**Rigid bend of quintet PtSe2: stiffness, dipole and the approach to linearity**

The table holds energies above the relaxed structure and dipole moments for a rigid Se–Pt–Se bend from 80° to 170°, from PySCF at unrestricted B3LYP/def2-SVP with a core potential on Pt and no spin-orbit coupling. The program works out steps, second differences, Se···Se distances and an interpolated minimum, adds the 180° point and the $\langle S^2\rangle$ values of the same run, and tests one estimate whose only parameter is a scale taken from one row, fixed bond dipoles with $\mu \propto \cos(\theta/2)$ scaled to the 80° row. The minimum lies near 132.4° with the energy reaching $RT$ at 298 K about ±9° away, and the second difference falls from 27.7 kJ/mol at 90° to 0.1 at 170°. The cosine law holds within 14 % up to 130° and is exceeded by a factor of 6.3 at 170°. At 180° the dipole is 0.66 D where symmetry demands zero, and the last two energy steps have a ratio of 1.00 where a smooth quadratic top gives 0.33.

PtSe2 (multiplicity 5, gas phase) was computed with PySCF 2.14.0 at the unrestricted B3LYP/def2-SVP level, with density fitting, a 60-electron core potential on Pt and no spin-orbit coupling. The angle 2-1-3 is Se–Pt–Se, stepped with both bonds fixed at 2.33 Å. E is the energy above the relaxed structure, whose angle is 133°.

## Numerical check

```python
# Table: rigid bend of quintet PtSe2, PySCF, unrestricted B3LYP/def2-SVP (ECP60 on Pt), no spin-orbit:
# energy above the relaxed structure (kJ/mol) and dipole (D). Worked out: steps, curvature, asymmetry,
# Se-Se distance, behaviour near 180 deg; one estimate: fixed bond dipoles, mu ~ cos(angle/2).
T = {
    'x': [80, 90, 100, 110, 120, 130, 140, 150, 160, 170],  # °
    'e0': [156.2, 86.5, 44.5, 19.5, 5.5, 0.1, 1.8, 9.6, 22.9, 40.4],  # kJ/mol
    'd0': [0.93, 0.8, 0.69, 0.6, 0.53, 0.51, 0.51, 0.55, 0.6, 0.67],  # D
}
import numpy as np
from scipy import constants as C
x, E, d = (np.array(T[k], float) for k in ("x", "e0", "d0"))
Eh = C.physical_constants["Hartree energy"][0] * C.N_A / 1e3
D = 1e-21 / C.c
# further outputs of the same run (80..180 deg), typed from the run record
raw = -4921 - np.array([.91146, .93801, .954, .96355, .96887, .97092, .97028, .96729, .96226, .95556, .94885])
ref, d180 = -4921.97096, 0.66158
s2 = np.array([6.010948, 6.010313, 6.009979, 6.010019, 6.010354, 6.010855, 6.01137, 6.011718, 6.01166, 6.010908, 6.009525])
A, B = np.array([.88, .32, 2.14]), np.array([.88, .32, -2.14])  # relaxed Se positions, Pt at origin
r = 2.33            # Pt-Se, angstrom, from the caption
vdw, cov = 1.9, 1.2  # rough recalled Se van der Waals and covalent radii, angstrom
Er = (raw - ref) * Eh
n = 78 - 60 + 2 * 34
print(f"explicit electrons {n}: alpha {(n+4)//2}, beta {(n-4)//2}; valence 10+2*6 = {10+2*6}; ideal S^2 = {2*3}")
print(f"S^2 80-180 deg: {s2.min():.4f} to {s2.max():.4f}; at 160, 170, 180: {s2[-3]:.4f} {s2[-2]:.4f} {s2[-1]:.4f}")
ang = np.degrees(np.arccos(A @ B / (A @ A)))
print(f"relaxed geometry (rounded coordinates): angle {ang:.1f} deg, Se-Se {np.linalg.norm(A-B):.2f} A")
p = np.polyfit(x[3:8] - 130, Er[3:8], 4)
g = np.linspace(-5, 8, 1301)
t = g[np.argmin(np.polyval(p, g))]
x0, k = 130 + t, np.polyval(np.polyder(p, 2), t)
print(f"interpolation through 110-150 deg: minimum {x0:.1f} deg at {np.polyval(p, t):+.2f} kJ/mol")
print(f"curvature there {k:.4f} kJ/mol/deg^2 = {k*(180/np.pi)**2:.0f} kJ/mol/rad^2")
RT = C.R * 298.15 / 1e3
print(f"RT(298 K) = {RT:.2f} kJ/mol, reached about +-{np.sqrt(2*RT/k):.0f} deg from the minimum")
X, EE, dd = np.append(x, 180), np.append(E, Er[-1]), np.append(d, d180)
step, h = np.diff(EE), np.radians(X / 2)
sec, est = np.diff(step), d[0] * np.cos(h) / np.cos(h[0])
print("180 deg line: further output of the run; step, 2nd diff in kJ/mol; E/offset^2 in kJ/mol/deg^2")
print("angle SeSe/A  E/kJmol  step  2nd diff  E/offset^2  mu/D  cos law/D  mu/law  equiv. charge/e")
for i, a in enumerate(X):
    s = f"{step[i-1]:+6.1f}" if i else "     -"
    c = f"{sec[i-1]:5.1f}" if 0 < i < len(X) - 1 else "    -"
    o = f"{EE[i]/(a-x0)**2:.4f}" if abs(a - x0) > 10 else "     -"
    q = dd[i] * D / (2 * r * 1e-10 * np.cos(h[i]) * C.e) if a < 180 else 0
    z = f"{dd[i]/est[i]:5.2f}   {q:.3f}" if a < 180 else "    -       -"
    print(f"{a:4.0f}  {2*r*np.sin(h[i]):.2f}  {EE[i]:7.1f}  {s}  {c}   {o}     {dd[i]:.2f}   {est[i]:.2f}    {z}")
print("E/offset^2 omitted at 130, 140 deg: too sensitive to the position of the minimum")
print(f"half the curvature at the minimum, for comparison: {k/2:.4f} kJ/mol/deg^2")
print(f"rough recalled Se-Se: contact {2*vdw:.1f} A (angle {2*np.degrees(np.arcsin(vdw/r)):.0f} deg), bond {2*cov:.1f} A")
print(f"closing {x0-90:.0f} deg (to 90): {E[1]:.1f}; opening {180-x0:.0f} deg (to 180): {Er[-1]:.1f} kJ/mol; ratio {E[1]/Er[-1]:.2f}")
print(f"2nd difference at 90 over that at 130 deg: {sec[0]/sec[4]:.1f}")
ratio = (Er[-1] - Er[-2]) / (Er[-2] - Er[-3])
print(f"unrounded steps 160-170: {Er[-2]-Er[-3]:.2f}, 170-180: {Er[-1]-Er[-2]:.2f} kJ/mol")
print(f"their ratio {ratio:.2f}; smooth quadratic top at 180 deg gives {1/3:.2f}, straight line 1.00")
dev = d / est[:-1] - 1
print(f"cos law, 90-130 deg: worst {100*dev[1:6].min():+.0f} % at {x[1+np.argmin(dev[1:6])]:.0f} deg; 170 deg: factor {dev[-1]+1:.1f}")
print(f"dipole 80 to 130: {100*(d[5]/d[0]-1):+.0f} %; 130 to 170: {100*(d[-1]/d[5]-1):+.0f} %; at 180: {d180:.2f} D, symmetry demands 0")
print(f"rounding: E +-0.05, step +-0.1, 2nd diff +-0.2 kJ/mol, dipole +-0.005 D; 1e-5 Eh = {1e-5*Eh:.3f} kJ/mol")
print(f"largest difference table minus run-record energy: {np.abs(E-Er[:-1]).max():.3f} kJ/mol")
assert x[np.argmin(E)] == 130 and 131 < x0 < 134 and np.all(np.diff(sec) < 0)
assert np.abs(E - Er[:-1]).max() < 0.08 and np.abs(s2 - 6).max() < 0.02
assert np.abs(dev[:6]).max() < 0.2 and dev[-1] > 3 and d180 > 0.5
assert 0.9 < ratio < 1.1
```

It prints:

```
explicit electrons 86: alpha 45, beta 41; valence 10+2*6 = 22; ideal S^2 = 6
S^2 80-180 deg: 6.0095 to 6.0117; at 160, 170, 180: 6.0117 6.0109 6.0095
relaxed geometry (rounded coordinates): angle 132.7 deg, Se-Se 4.28 A
interpolation through 110-150 deg: minimum 132.4 deg at -0.09 kJ/mol
curvature there 0.0674 kJ/mol/deg^2 = 221 kJ/mol/rad^2
RT(298 K) = 2.48 kJ/mol, reached about +-9 deg from the minimum
180 deg line: further output of the run; step, 2nd diff in kJ/mol; E/offset^2 in kJ/mol/deg^2
angle SeSe/A  E/kJmol  step  2nd diff  E/offset^2  mu/D  cos law/D  mu/law  equiv. charge/e
  80  3.00    156.2       -      -   0.0569     0.93   0.93     1.00   0.054
  90  3.30     86.5   -69.7   27.7   0.0481     0.80   0.86     0.93   0.051
 100  3.57     44.5   -42.0   17.0   0.0424     0.69   0.78     0.88   0.048
 110  3.82     19.5   -25.0   11.0   0.0389     0.60   0.70     0.86   0.047
 120  4.04      5.5   -14.0    8.6   0.0358     0.53   0.61     0.87   0.047
 130  4.22      0.1    -5.4    7.1        -     0.51   0.51     0.99   0.054
 140  4.38      1.8    +1.7    6.1        -     0.51   0.42     1.23   0.067
 150  4.50      9.6    +7.8    5.5   0.0310     0.55   0.31     1.75   0.095
 160  4.59     22.9   +13.3    4.2   0.0301     0.60   0.21     2.85   0.154
 170  4.64     40.4   +17.5    0.1   0.0286     0.67   0.11     6.33   0.343
 180  4.66     58.0   +17.6      -   0.0256     0.66   0.00        -       -
E/offset^2 omitted at 130, 140 deg: too sensitive to the position of the minimum
half the curvature at the minimum, for comparison: 0.0337 kJ/mol/deg^2
rough recalled Se-Se: contact 3.8 A (angle 109 deg), bond 2.4 A
closing 42 deg (to 90): 86.5; opening 48 deg (to 180): 58.0 kJ/mol; ratio 1.49
2nd difference at 90 over that at 130 deg: 3.9
unrounded steps 160-170: 17.59, 170-180: 17.62 kJ/mol
their ratio 1.00; smooth quadratic top at 180 deg gives 0.33, straight line 1.00
cos law, 90-130 deg: worst -14 % at 110 deg; 170 deg: factor 6.3
dipole 80 to 130: -45 %; 130 to 170: +31 %; at 180: 0.66 D, symmetry demands 0
rounding: E +-0.05, step +-0.1, 2nd diff +-0.2 kJ/mol, dipole +-0.005 D; 1e-5 Eh = 0.026 kJ/mol
largest difference table minus run-record energy: 0.058 kJ/mol
```
